## One slab, two faces

Hafnium nitride (HfN) with the rocksalt structure, cut along its (111) planes, is a stack of alternating Hf and N planes. The slab below has an Hf plane at the bottom, near a height of 7.5 Å, and an N plane at the top, near 16.3 Å. It is metallic, so energies count from the Fermi level, up to which its electron states are filled. Every row is one point on a line through this single relaxed slab, and the potential is averaged over the plane at that height.

Ansatz 0.2.0, scalar-relativistic PBEsol calculation with PAW and a 420 eV plane-wave cutoff for a relaxed HfN(111) slab, without spin polarization and with a dipole correction; 12×12×1 k mesh, Gaussian smearing of 0.1 eV. The potential energy is that of an electron in the smooth electrostatic potential, averaged over each plane parallel to the faces.

```
height (Å)  potential energy of an electron from the Fermi level (valence top where gapped) (eV)
      2.68                                                                                 4.520
      3.27                                                                                 4.520
      3.87                                                                                 4.510
      4.46                                                                                 4.470
      5.06                                                                                 4.290
      5.65                                                                                 3.600
      6.25                                                                                 1.180
      6.84                                                                                -6.600
      7.44                                                                               -13.870
      8.03                                                                               -11.280
      8.63                                                                                -9.680
      9.22                                                                                -9.380
      9.82                                                                               -14.040
     10.41                                                                               -13.330
     11.01                                                                                -8.000
     11.60                                                                                -9.380
     12.20                                                                               -11.280
     12.79                                                                               -14.890
     13.39                                                                               -10.620
     13.98                                                                                -8.610
     14.58                                                                                -3.660
     15.17                                                                               -11.660
     15.77                                                                               -14.500
     16.36                                                                               -11.230
     16.96                                                                                 2.010
     17.55                                                                                 5.660
     18.15                                                                                 6.120
     18.74                                                                                 6.190
     19.34                                                                                 6.190
     19.93                                                                                 6.200
     20.53                                                                                 6.200
     21.12                                                                                 6.200
```

### 1. Which face holds its electrons more tightly?

The N face does. Far from each face the curve becomes flat, and the height of that plateau is the work function: the least energy that takes an electron from the Fermi level to a place just outside. It is 4.52 eV on the Hf side and 6.20 eV on the N side (4.525 and 6.197 eV before rounding). Light of 5 eV could therefore free electrons through the Hf face, with at most about 0.5 eV to spare, but not through the N face.

### 2. How can one metal have two work functions?

The Fermi level is the same throughout the slab, so the difference must lie in the electrostatic potential outside. Take first a slab with two identical faces: by symmetry its plateaus are equal. Now shift some negative charge towards the top. An electron crossing upwards has to climb against this dipole, and the upper plateau rises.

Poisson's equation gives the step as 4πe²p/A, where p is the dipole in units of the electron charge e times length, A is the area of the surface cell and e² is 14.4 eV Å. The calculated dipole of 0.081 e Å on 8.77 Å² yields 1.67 eV, the difference of the plateaus within rounding. This agreement shows that the calculation is consistent; it does not explain why the dipole has this size.

### 3. Why is the step not far larger?

Consider the limit of rigid ions, Hf³⁺ and N³⁻, fixed at their calculated positions. The same formula would then give a step of hundreds of eV. No metal can sustain that, because electrons would run downhill in energy, from the N side to the Hf side, until the field inside had almost vanished. What survives is the difference between the two surface layers, less than a hundredth of the rigid-ion value.

The calculated charges fit this picture. Summed over shells, the Hf atoms hold steadily fewer electrons from bottom to top, about 0.6 fewer beneath the N face than at the Hf face, while the outer N atom holds only about 0.1 fewer than the two N atoms below it. The electrons thus seem to be drawn mainly from the Hf under the N plane, and in so thin a slab the shift is not confined to the outer planes. Such counts depend on how charge is divided among atoms, so they support the direction of the flow better than its amount.

The rule to carry over concerns the final charge, not the ionic labels: whatever leaves more negative charge on the outside of a face raises its work function.

### 4. What would change without the dipole correction?

The plateaus would tilt. The calculation repeats the slab periodically, and a periodic potential must return to its starting value after one cell. Without a correction, an artificial field in the vacuum would undo the step.

Two simple limits give the rough size of its slope. If the slab did not respond, the step would be spread over the whole cell, at 0.07 eV/Å. If the metal screened the field completely, the step would fall across the roughly 15 Å of vacuum alone, at about 0.11 eV/Å, or somewhat more steeply, since the electrons reach beyond the outer nuclei. Either slope would be plain in the last three rows, which in fact agree to 0.01 eV.

### 5. How far out does each surface reach?

The Hf face reaches farther. At 1.9 Å from the outer Hf plane the potential is still 0.92 eV below its plateau, while at 1.8 Å from the outer N plane only 0.08 eV remains. This remainder comes from electrons that spill into the vacuum, and a simple barrier model tells how fast it should fade.

Far enough out, an electron at the Fermi level meets a barrier as high as the work function W. Its wave function decays as exp(−κs), where s is the distance outwards and κ = √(2mW)/ħ, with m the electron mass and ħ the reduced Planck constant. The density is the square of the wave function, so it decays at the rate 2κ. Poisson's equation integrates the density twice, which leaves the rate of an exponential unchanged.

For the Hf face, with ħ²/2m = 3.81 eV Å², this gives 2κ = 2√(4.52/3.81) = 2.18 per Å. The table gives about 2.3 per Å between heights 5.06 and 5.65 Å, two rows that did not enter the prediction (the last digit of the printed 2.35 hangs on the rounding of the plateau). For the N face the model predicts 2.55 per Å, and rows 17.55 and 18.15 give about 3.2.

The model thus puts the faces in the right order but is too slow, by about a fifth on the N side. It also explains only part of the longer reach of the Hf face: the predicted rates differ by 0.37 per Å, which over these distances makes a factor of about two, while the remainders differ more than tenfold. That is the direction theory leads one to expect far outside, where 2κ is the slowest decay. Electrons that lie deeper, or that also move along the surface, fade faster; which of these dominates at the N face remains open, as does whether the rows used there lie far enough out for the limit to apply. The calculation also carries a warning that its exchange–correlation potential is rough where the density is thin, as it is in these tails; how far that alters the rates on either side is untested.

Closer in, the barrier has not yet reached its full height, and the decay can be slower than 2κ: rows 5.65 and 6.25 on the Hf side give only 2.15 per Å. The next pair outwards, rows 4.46 and 5.06, gives about 2.5 per Å, though rounding blurs so small a remainder. The close match on that side therefore depends on the rows chosen. At 5.65 Å the barrier is still a fifth short of its full height, so the match may partly be a cancellation between a lowered barrier and faster-fading states. The output below compares the rates, with no adjustable constant in the model; its "slowest rate" means the limit far outside.

### 6. Why is the point at 14.58 Å so high?

It lies in a gap that opened when the atoms relaxed. The top Hf and N planes drew together to 0.80 Å, and the spacing beneath this pair grew to 1.61 Å, against an average of 1.28 Å lower down. The row at 11.01 Å is a useful comparison: it is almost equally far from an Hf plane but, in a less open spacing, nearer to an N plane, and its potential is 4.3 eV lower.

The limiting case makes the reason clear. If the spacing were pulled apart without end, its middle would become vacuum and the potential there would rise to a plateau. A partly opened gap goes some way in that direction. Between the planes electron charge prevails, which bends the curve into a hump, and a wider gap leaves room for a higher one.

### 7. Which digits can be trusted?

The plateaus are flat to 0.01 eV, so they can be read that closely within this one calculation. How far they would move with a higher cutoff or a denser k mesh is not tested here, and 0.01 eV is not the uncertainty for a real film. The slab is thin, its faces were not allowed to reconstruct into larger patterns, spin polarization and spin–orbit coupling were left out, and the functional is itself approximate; the effect of each is untested. The order of the two ideal faces, which rests on a step of about 1.7 eV, is much safer than the second decimal.

Inside the slab the digits mean less. Neighbouring rows there differ by up to 8 eV, so the true bottoms of the wells can be missed between the sampled heights. The depths in the table should therefore not be used to compare one Hf plane with another. Nor are they the depths of the real potential, which the method replaces by a smooth one near the nuclei.

Output of the analysis:

```
Work function of the Hf face, mean of plateau rows (eV): 4.52
Work function of the N face, mean of plateau rows (eV): 6.2
Step between the two plateaus (eV): 1.68
Energy left after leaving by the Hf face with 5 eV (eV): 0.48
Energy lacking to leave by the N face with 5 eV (eV): 1.2
Step from the slab dipole by Poisson's equation (eV): 1.671
Step for rigid charges +3 and -3, order of magnitude only (eV): 286.2
Vacuum slope without correction, step spread over whole cell (eV/angstrom): 0.06936
Vacuum slope without correction, step spread over 15 angstrom vacuum (eV/angstrom): 0.1114
Mean of the five lower plane spacings (angstrom): 1.277
Widened spacing below the top bilayer (angstrom): 1.614
Spacing inside the top bilayer (angstrom): 0.7952
Row 14.58, distance to nearest Hf plane (angstrom): 0.9619
Row 11.01, distance to nearest Hf plane (angstrom): 0.9379
Row 14.58 less row 11.01, potential energy (eV): 4.34
Largest change between neighbouring rows (eV): 13.24
Shortfall from plateau at row 5.65, Hf side (eV): 0.92
Distance of row 5.65 from the outer Hf plane (angstrom): 1.892
Shortfall from plateau at row 18.15, N side (eV): 0.08
Distance of row 18.15 from the outer N plane (angstrom): 1.813
Decay rate of the shortfall, Hf side, rows 5.06 and 5.65 (1/angstrom): 2.35
Slowest rate expected from the Hf work function (1/angstrom): 2.178
Decay rate of the shortfall, N side, rows 17.55 and 18.15 (1/angstrom): 3.183
N side rate if rounding makes the outer shortfall 0.01 eV larger (1/angstrom): 2.986
Slowest rate expected from the N work function (1/angstrom): 2.551
```
